Whether a heat of formation for a silicon or tin compound can go into a process calculation straight from a density functional, or needs a coupled-cluster run first, depends on how much error the purpose can bear. The error in the atomization energy passes in full into a heat of formation built from free atoms. A heat balance may tolerate 20 kJ/mol. An equilibrium constant at room temperature changes tenfold for every 6 kJ/mol, so there the usual target is about 4 kJ/mol.

Gas-phase silicon and tin molecules in Ansatz 0.2.0 at PBE0-D4/def2-TZVP geometries, with def2 core potentials for Sn. The reference electronic atomization energies are estimates of the frozen-core CCSD(T) basis-set limit: Hartree–Fock and the correlation energy of second-order perturbation theory (MP2) are extrapolated from def2-TZVPP and def2-QZVPP, and CCSD(T) less MP2 is added from def2-TZVPP alone. Functionals use def2-TZVPP (in the SPW92 column only CH2F4Sn was run with SPW92 itself; SVWN5 replaces it in the other four rows). In the frames (SMILES), * marks the varied atom; electronegativities are Pauling's, and a multiple bond counts as one.

```tsv
formula	frame	*	Z	electronegativity	point group	mean bond of the marked atom (Å)	bonds	CCSD(T) atomization energy (kJ/mol)	SPW92 less CCSD(T) (kJ/mol)	revPBE-D4 less CCSD(T) (kJ/mol)	B97M-V less CCSD(T) (kJ/mol)	CAM-B3LYP-D4 less CCSD(T) (kJ/mol)	PBE-QIDH less CCSD(T) (kJ/mol)	T1 diagnostic
CCl2FNSi	N#C*(F)(Cl)Cl	Si	14	1.900	Cs	1.854	5	2596	419.8	1.9	18.1	-19.3	-18.7	0.012
CCl2FNSn	N#C*(F)(Cl)Cl	Sn	50	1.960	Cs	2.130	5	2221	385.6	-13.7	15.1	-42.4	-47.7	0.013
CH2F4Sn	H*(H)(F)C(F)(F)F	Sn	50	1.960	Cs	1.878	7	2664	568.3	-23.6	11.0	3.0	-60.7	0.014
CH3F3Sn	H*(H)(H)[Sn]([F])([F])[F]	C	6	2.550	C3v	1.342	7	2903	418.4	-67.6	-13.1	-27.8	-79.4	0.014
F3H3SiSn	H*(H)(H)[Sn]([F])([F])[F]	Si	14	1.900	C3v	1.750	7	2549	347.5	-85.0	-8.4	-28.0	-94.1	0.015
```

For the heat balance, B97M-V is the level to take among the five: its largest error is 18 kJ/mol. It has the smallest error in only two of the five molecules, those with an SnF₃ group, so the case for it rests on its worst row and not on its best. For tin this advice is provisional, because the reference itself is uncertain, as explained below. If the tin references are too high by 16 kJ/mol, the worst error of B97M-V becomes 31 kJ/mol, past the tolerance and above the 26 kJ/mol of CAM-B3LYP-D4. For the equilibrium constant none of the five is good enough unless the errors cancel between the two sides of the reaction, since even B97M-V misses the 4 kJ/mol target in every row as tabulated. In the silicon cyanide, where the doubt about tin plays no part, its error is 18 kJ/mol, measured against a reference that is itself an estimate of the CCSD(T) limit.

### Why the first step is the largest

Consider first a perfectly uniform electron density. There the local density approximation, SPW92, is exact by construction. A free atom is the opposite limit, because its density falls off steeply on every side. LDA misses part of the exchange energy that goes with such gradients, and so places the atom too high in energy.

A molecule lies between these limits. Where atoms overlap, the density is smoother than in the separate atoms, and LDA misses less. The atoms are therefore penalized more than the molecule, and the binding comes out too strong. This is the standard explanation, and the table agrees with its sign: LDA overbinds in every row, by 348 to 568 kJ/mol. (Only the LDA entry for CH2F4Sn was run with SPW92 itself; the other four use the SVWN5 form, and the name SPW92 covers both here. Both describe the same uniform electron gas, and their atomization energies normally differ very little if atoms and molecule are run with the same form.)

A gradient correction supplies what LDA lacks. Going from SPW92 to revPBE-D4 lowers the atomization energy by 399 to 592 kJ/mol, about a hundred times the strict target or more. The cost hardly changes, because both functionals need only the density and its derivatives. LDA thus saves almost nothing and should not be used for these energies.

### Can a correction factor rescue LDA?

If every unit of binding smoothed the density by the same amount, the LDA error would be a fixed share $f$ of the true atomization energy $D$. The LDA value would then be $D_{\mathrm{LDA}}=(1+f)D$, and dividing by $1+f$ would repair it. A least-squares fit of this one-parameter model to all five rows gives $f=0.165$.

The molecule with a CF₃ group on tin, CH2F4Sn, which was part of the fit, shows what a user would get. Its LDA atomization energy is the reference plus the error, $2664+568=3232$ kJ/mol. The repaired value is

$$D=\frac{3232}{1.165}\approx 2774\ \text{kJ/mol},$$

which is still 110 kJ/mol too high. Over the five molecules the model misses the LDA error by 72 kJ/mol (root mean square), more than the typical error of revPBE-D4 with no such repair.

The model fails because the share differs from molecule to molecule, as expected if bonds differ in how much they smooth the density. The overbinding is 21 % of the reference in the CF₃ compound but only 14 % in CH₃–SnF₃, although both contain tin, carbon and fluorine. Short carbon–fluorine bonds, which LDA is known to overbind strongly, are the likely reason, but no second CF₃ compound is here to test it. The CF₃ compound is also the only one run with SPW92 and not SVWN5, though the two forms normally differ far too little to explain such a gap.

Within one frame the share is steadier. It moves by about one percentage point when silicon gives way to tin in the cyanide, and by less when carbon gives way to silicon beside SnF₃. For a close relative, the percentage of the known molecule is therefore a fair first guess at the LDA error. One point of 2500 kJ/mol is still 25 kJ/mol, so the guess gives the size of the error and not a usable correction.

### When a gradient correction goes too far

The same two limits explain the opposite fault. A functional that rewards steep gradients strongly lowers the free atoms more than the molecule, and so weakens the bonds. revPBE has such a strong gradient term, and it underbinds in all four tin compounds, though in the tin cyanide by less than the uncertainty of the reference. In SiH₃–SnF₃ the error reaches −85 kJ/mol.

The silicon cyanide, CCl2FNSi, seems to contradict this, with an error of only 2 kJ/mol. Here the D4 dispersion term is revealing, because it vanishes for separated atoms and so adds wholly to the binding. It contributes 57 kJ/mol in this molecule; without it revPBE would underbind by 56 kJ/mol. The near-perfect result is a balance of two large terms. D4 is fitted to the attraction between molecules and not to bond energies, so nothing secures this balance, and it does not carry over to the SnF₃ compounds.

B97M-V also uses the kinetic energy density of the orbitals. This quantity helps to tell a region held by a single electron pair from one where several orbitals overlap, even when the density and its gradient are alike. Theory thus gives it a means to treat atoms and bonds more evenly, and its parameters were adjusted to energies of many molecules. Its mean absolute error is 13 kJ/mol, against 38 for revPBE-D4, at a cost that remains of the same order.

### Why dearer functionals do not pay here

CAM-B3LYP-D4 adds exact exchange, which makes each run dearer. Its error is 3 kJ/mol in the CF₃ compound but −42 kJ/mol in the tin cyanide, so the good row is no basis for choosing it. Its mean absolute error, 24 kJ/mol, is nearly twice that of B97M-V.

How firm this order is depends on the reference, which only estimates the CCSD(T) limit. Its Hartree–Fock and MP2 parts are extrapolated, but the step from MP2 to CCSD(T) keeps the basis error of a triple-zeta set, and the size of that error was not tested here. For tin there is a further doubt. The outer-core electrons of tin are correlated in basis sets not designed for them. In the data makers' tests on other systems this shifted the CCSD(T) limit by up to about 4 kJ/mol a bond. It was not measured for these molecules, but carried over to the four bonds at tin it would come to 16 kJ/mol. If all four tin references were too high by that amount, the two functionals would tie at about 17 to 18 kJ/mol. If they were too low, B97M-V would lead clearly. The cheaper functional is therefore at least as good on average under either shift, while for a single tin compound the reference can decide which of the two appears closer.

PBE-QIDH is the dearest functional of the five, yet it binds less than revPBE-D4 in every row, and its mean absolute error is 60 kJ/mol. Part of its correlation energy comes from second-order perturbation theory, which needs large basis sets to describe how electrons avoid each other at short range. In the limit of a complete basis the molecule usually gains more from this term than the free atoms do, so a finite set tends to leave the binding too weak. The functional was run in a triple-zeta set and compared with an estimate of the basis-set limit, which makes its error a mixture of functional and basis. The other four were run in the same set and carry a basis error too, but a smaller one is expected, because they do without the perturbation term.

How much of the mixture is due to the basis is an open question. The outer core of tin is also correlated here without functions designed for it, which adds to the basis error. A larger basis that includes such functions is the first thing to try before the functional is judged. In the present setting it should not be chosen for these molecules.

### Choosing for a purpose

Much of the error can be avoided by a better choice of reaction. When tin replaces silicon in the cyanide, the LDA error changes by only 34 kJ/mol, although it is near 400 kJ/mol in each molecule. Only the carbon–nitrogen bond stays the same, but the four bonds at silicon or tin are of like kind, so most of the error cancels in the difference. The cancellation is weaker when silicon replaces carbon beside SnF₃, where the LDA error changes by 71 kJ/mol. Reactions that keep the number and kind of bonds should profit in the same way, and B97M-V is the sensible functional for them: its tabulated error changes by no more than 5 kJ/mol in either exchange of one atom. For the exchange of silicon for tin this is less firm than it looks, because the treatment of the outer core alone may, by the rough estimate above, put the tin reference off by up to 16 kJ/mol.

If 4 kJ/mol is truly needed, coupled cluster is the next step, but only with an extrapolation to the basis-set limit, because its correlation energy converges as slowly with the basis as the perturbation term of PBE-QIDH. The reference here is a cheaper estimate of that limit: Hartree–Fock and MP2 are extrapolated, while the difference between CCSD(T) and MP2 comes from a triple-zeta set alone. For a target of 4 kJ/mol that difference should be checked in a larger set. The molecules are well suited to CCSD(T): their T1 diagnostic, a measure of how poorly a single orbital configuration serves, stays at or below 0.015. The price is steep. In formal scaling, doubling the molecule multiplies the cost of CCSD(T) by $2^7=128$, against $2^5=32$ for a double hybrid such as PBE-QIDH, $2^4=16$ for a hybrid such as CAM-B3LYP-D4 and about $2^3=8$ for functionals without exact exchange. Nor is frozen-core CCSD(T) the last word at this accuracy. The correlation of the inner shells, which it leaves out, can itself reach a few kJ/mol, and for tin the outer core needs suitable basis functions.

A comparison with measured heats of formation needs further terms at every level. The atomization energies in the table are purely electronic, so the zero-point energy of the molecule must be subtracted from them and the thermal terms included. They belong to a single conformer, which is not always the lowest, and scalar-relativistic effects enter only through the core potential of tin. Spin-orbit coupling is missing too: it lowers the free tin atom by roughly 30 kJ/mol, a rough value from recalled atomic levels, and leaves a closed-shell molecule nearly unchanged. The measured atomization energy is smaller by about that amount for each tin atom. This exceeds the largest tabulated error of B97M-V, so adding it matters more than replacing B97M-V by a better functional; in a reaction between closed-shell tin compounds it nearly cancels.

The printed analysis that follows gives the fit, the D4 terms and the test of the tin reference.

Output of the analysis:

```
LDA error by bond and by share, and the D4 part in kJ/mol:
       row  LDA error per bond  LDA error in percent of reference  D4 binding in revPBE-D4  revPBE error without D4  D4 binding in CAM-B3LYP-D4
  CCl2FNSi               83.96                              16.17                    57.42                   -55.52                       19.13
  CCl2FNSn               77.12                              17.36                    47.35                   -61.05                       18.87
   CH2F4Sn               81.19                              21.33                    45.33                   -68.93                       13.29
   CH3F3Sn               59.77                              14.41                    38.79                   -106.4                       12.12
  F3H3SiSn               49.64                              13.63                    40.94                   -125.9                        14.6
fit of err_spw92 on 5 rows: coefficient of ref 0.165 +/- 0.014; rms 72.1, worst CH2F4Sn -129, leave-one-out rms 91.6
mean absolute error of SPW92 in kJ/mol: 427.9
mean absolute error of revPBE-D4 in kJ/mol: 38.36
mean absolute error of B97M-V in kJ/mol: 13.14
mean absolute error of CAM-B3LYP-D4 in kJ/mol: 24.1
mean absolute error of PBE-QIDH in kJ/mol: 60.12
smallest step from SPW92 to revPBE-D4 in kJ/mol: 399.3
largest step from SPW92 to revPBE-D4 in kJ/mol: 591.9
B97M-V mean absolute error with tin references 16 kJ/mol lower: 17.34
CAM-B3LYP-D4 mean absolute error with tin references 16 kJ/mol lower: 17.7
B97M-V mean absolute error with tin references 16 kJ/mol higher: 15.5
CAM-B3LYP-D4 mean absolute error with tin references 16 kJ/mol higher: 35.7
SPW92 error change from Si to Sn in the cyanide in kJ/mol: -34.2
SPW92 error change from C to Si beside SnF3 in kJ/mol: -70.9
B97M-V error change from Si to Sn in the cyanide in kJ/mol: -3
B97M-V error change from C to Si beside SnF3 in kJ/mol: 4.7
CAM-B3LYP-D4 error change from Si to Sn in the cyanide in kJ/mol: -23.1
rough spin-orbit lowering of the free tin atom in kJ/mol: 29.37
```
